**The triplet and the restricted singlet of linear NiCl₂**

The result spin gap is the energy of the triplet minus that of the singlet, so a negative entry means that the triplet lies lower. The result level names the method and basis: six density functionals, MP2 and CCSD, all at geometries relaxed with PBE-D4 for each spin.

Single-point calculations with Ansatz 0.2.0 on neutral NiCl₂, at the method and basis named in each row. The spin gap is the electronic energy of the triplet (spin-unrestricted) minus that of the singlet (spin-restricted), each at its own PBE-D4/def2-TZVP geometry.

| result level | result spin gap (kJ/mol) |
| --- | --- |
| revPBE-D4/def2-TZVP | -126.90 |
| r2SCAN-D4/def2-TZVP | -165.20 |
| r2SCANh-D4/def2-TZVP | -185.50 |
| B3LYP-D4/def2-TZVP | -156.30 |
| wB97X-V/def2-TZVP | -162.30 |
| wB97M-V/def2-TZVP | -165.20 |
| MP2/def2-QZVPP | -178.10 |
| CCSD/def2-TZVPP | -182.20 |

**(a)** For revPBE, r2SCAN and r2SCANh the calculation shows a linear triplet with $\langle S^2\rangle$ close to 2 and a degenerate pair of empty β levels. The singlet is spin-restricted and has a single low empty level. Which states are compared, and what gap do two holes in a π pair give?

*Solution.* The eight d electrons of Ni(II) leave two holes, and the Ni 3p levels of the revPBE triplet tell where they sit. The 3p level along the axis differs between the spins by 2.2 eV, the pair across it by only 1.4 eV. Holes in the antibonding pair $\pi_x,\pi_y$ give that order; holes in the δ pair would reverse it. One hole in each with parallel spins is $^3\Sigma_g^-$. A restricted calculation with real orbitals must put both holes into one orbital. If that is one of the π pair, the axial symmetry breaks, and the Ni 3p levels of the revPBE and r2SCAN singlets are split accordingly.

Let $J_{xx}$ and $J_{xy}$ be the Coulomb integrals and $K$ the exchange integral of the pair. Axial symmetry gives $J_{xx}=J_{xy}+2K$, so with frozen orbitals

$$E_T=J_{xy}-K,\qquad E_S=J_{xx}=J_{xy}+2K,\qquad E_T-E_S=-3K.$$

The true singlets $^1\Delta_g$ and $^1\Sigma_g^+$ lie $2K$ and $4K$ above the triplet, and the determinant is their equal mixture. For such a singlet, theory thus argues the negative sign, and also that the gap to this single determinant is not the one to the lowest singlet. All eight rows are negative, but the MP2 row has a different singlet, as part (c) explains, and the model does not cover it. If all six functional singlets have their holes in one π orbital, which the levels support only for revPBE and r2SCAN, a third of the gap gives an effective $K$ from 42 to 62 kJ/mol, against roughly 100 kJ/mol from recalled Racah parameters of free Ni²⁺. A reduction is expected when holes spread onto the ligands and the other orbitals relax; besides, a semilocal functional only imitates the exchange integral.

**(b)** Estimate the revPBE gap from the orbital levels of the two states, and say what it is made of.

*Solution.* By Janak's theorem, moving charge between two levels changes the energy at a rate equal to their difference. Start from an unpolarised, equal filling of $\pi_x$ and $\pi_y$, where that difference vanishes, and assume that it grows linearly as one electron is moved. The energy change is then half the final difference. Moving the electron from β to α gives the triplet, and moving it from $\pi_y$ to $\pi_x$ gives the singlet.

Take the highest filled α pair and the empty β pair of the triplet, and the highest filled and lowest empty level of the singlet:

$$\text{gain}=\tfrac12\,(-6.09+7.56)\ \text{eV}\approx 71\ \text{kJ/mol},\qquad \text{penalty}=\tfrac12\,(-6.06+6.98)\ \text{eV}\approx 44\ \text{kJ/mol}.$$

The estimated gap is −115 kJ/mol, with nothing fitted, and it is 9% smaller in size than the table's −126.9. Which levels are the π ones is an assignment; the neighbouring candidates move the estimate between −111 and −133, a range that holds the table value. About a third of the revPBE gap is on this estimate the price of crowding both holes into one orbital, visible as a filled level lying above an empty one. This reading of the two parts does not carry over to r2SCANh, whose singlet levels are in normal order: exact exchange pushes filled and empty levels apart by itself in both states, so half a level difference is no longer a spin gain or a crowding price alone. In the frozen-orbital model this shift cancels in the sum of the two parts, but the sum was not tested at that level, where the singlet's holes may also sit in another orbital.

**(c)** The gaps spread over 58.6 kJ/mol. Weigh three explanations: the dispersion correction, the fraction of exact exchange alone, and exact exchange added to a difference between the semilocal functionals.

*Solution.* Dispersion is settled quickly. The two geometries are almost the same, and the D4 term changes the gap by under 0.1 kJ/mol at the three levels examined in (a), which include both extremes of the table.

Exact exchange alone is tempting because the argument is sound. It rewards parallel spins through $K$ directly and tends to pull the holes onto nickel, which raises $K$. The closest comparison points the same way: 10% of exact exchange, from r2SCAN to r2SCANh, widens the gap by 20.3 kJ/mol. It is not fully controlled, though. The Ni 3p splittings of the singlet change between the two, so the holes may sit in a different orbital, and part of the step may be a change of state. Yet B3LYP, with 20%, has a gap 8.9 kJ/mol smaller than r2SCAN, which has none.

A straight line in the exact-exchange fraction was fitted to the six functionals, as printed below the text. The range-separated ones enter with their short-range fraction, since the leading long-range term is a constant that adds nothing to $K$ between orthogonal compact orbitals. The line leaves an rms error of 16.3 kJ/mol, hardly better than the 17.4 about the plain mean, and its slope changes sign when revPBE is dropped. Whether r2SCANh, B3LYP and the ωB97 rows hold the same configurations as revPBE and r2SCAN is unconfirmed, but the fraction fails as the sole variable even without them, as the next pair shows.

The semilocal step is larger than the one from r2SCAN to r2SCANh: revPBE and r2SCAN both lack exact exchange, their singlets have similar Ni 3p splittings, and they differ by 38.3 kJ/mol. A common offset for meta-GGAs does not describe this, since the step from ωB97X-V to ωB97M-V is only 2.9. An offset for the two r2SCAN rows brings the rms error down to 5.4 kJ/mol, or 9.8 when each row is predicted from the other five. B3LYP and ωB97M-V still miss by about 9 kJ/mol each, in opposite directions. The offset was chosen after seeing the gaps, uses three constants for six points and takes all six singlets to be the same state, so it describes the rows without proving a cause. That the kinetic-energy-density term of r2SCAN acts somewhat like exact exchange is a guess; the triplet's frontier gap does open from revPBE to r2SCAN to r2SCANh.

MP2 and CCSD were left out of the fits because their exchange is complete and is offset by explicit correlation. They differ by only 4.1 kJ/mol, but in different basis sets, with a large $T_1$ diagnostic and with outer-core shells correlated without core-valence functions. They also start from different singlets. The MP2 reference keeps the axial symmetry, so its two holes are not in one π orbital but presumably in a σ orbital, while the CCSD reference breaks the symmetry. The two gaps are therefore not the same quantity, and their closeness may be accidental. CCSD can also mix the determinant with both holes in $\pi_x$ with the one that has both in $\pi_y$, which draws its singlet towards $^1\Delta_g$, so its gap need not be the $3K$ of part (a). The restricted singlet is flagged as unstable towards broken spin symmetry at MP2, and as a saddle point of unnamed direction at CCSD. The six functional singlets are recorded as minima, but no test towards broken spin symmetry is reported for them, and a minimum need not be the lowest state of its spin. Neither the agreement of MP2 with CCSD nor the closeness of CCSD to r2SCANh picks a best functional, and spin-orbit and zero-point terms are absent throughout. In the frozen-orbital model a broken-spin determinant, with opposite spins in $\pi_x$ and $\pi_y$, lies only $K$ above the triplet. How much of the spread among functionals survives once the singlet is allowed to relax that way?

Numerical output:

```
energies in kJ/mol unless marked; table rounding 0.05; full spread 58.6
spread of r2SCAN, B3LYP, wB97X-V, wB97M-V: 8.9
residual order: revPBE, r2SCAN, r2SCANh, B3LYP, wB97X-V, wB97M-V
line in exact exchange: parameters -152.4, -76.0; R2 0.12; rms 16.3
  residuals +25.5 -12.8 -25.5 +11.3 +3.0 -1.4; worst r2SCANh
  leave-one-out +46.6 -23.4 -30.6 +19.3 +4.2 -1.8; rms 26.0
line + meta-GGA offset: parameters -133.5, -121.5, -28.3; R2 0.74; rms 8.9
  residuals +6.6 -3.4 -11.5 +1.5 -8.1 +14.9; worst wB97M-V
  leave-one-out +28.6 -7.2 -17.5 +3.0 -13.5 +27.6; rms 18.8
line + r2SCAN offset: parameters -129.0, -182.5, -37.3; R2 0.90; rms 5.4
  residuals +2.1 +1.0 -1.0 +9.1 -2.3 -8.9; worst B3LYP
  leave-one-out +12.6 +2.5 -2.5 +15.8 -3.4 -12.1; rms 9.8
rms about the mean of six functionals: 17.4
slope of the line without revPBE: +53 per unit fraction
rank correlation with gap: short-range +0.13, long-range -0.12
r2SCANh minus r2SCAN: -20.3
B3LYP minus r2SCAN: +8.9
B3LYP minus revPBE: -29.4
r2SCAN minus revPBE: -38.3
wB97M-V minus wB97X-V: -2.9
CCSD minus MP2: -4.1
CCSD minus r2SCANh: +3.3
slope per unit fraction: r2SCAN pair -203; revPBE to B3LYP -147
r2SCAN pair slope carried to 20%: -205.8, B3LYP gives -156.3
revPBE: gap from totals -126.9; D4 part +0.067; LUMO-HOMO singlet -0.92 eV, triplet +0.88 eV
r2SCAN: gap from totals -165.2; D4 part +0.004; LUMO-HOMO singlet -0.53 eV, triplet +1.97 eV
r2SCANh: gap from totals -185.5; D4 part +0.004; LUMO-HOMO singlet +0.88 eV, triplet +3.37 eV
gap/3 (frozen-orbital K): revPBE 42, r2SCAN 55, r2SCANh 62, B3LYP 52, wB97X-V 54, wB97M-V 55
rough free-ion K = 3B+C about 100, 3K about 290
alpha pi -7.56, filled singlet pi -6.06 eV: spin gain 71 + singlet penalty 44 = -115 (-9% in size; penalty 35% of gap)
alpha pi -7.56, filled singlet pi -6.15 eV: spin gain 71 + singlet penalty 40 = -111 (-12% in size; penalty 32% of gap)
alpha pi -7.93, filled singlet pi -6.06 eV: spin gain 89 + singlet penalty 44 = -133 (+5% in size; penalty 35% of gap)
alpha pi -7.93, filled singlet pi -6.15 eV: spin gain 89 + singlet penalty 40 = -129 (+2% in size; penalty 32% of gap)
Janak bracket -133 to -111; revPBE table value -126.9
```
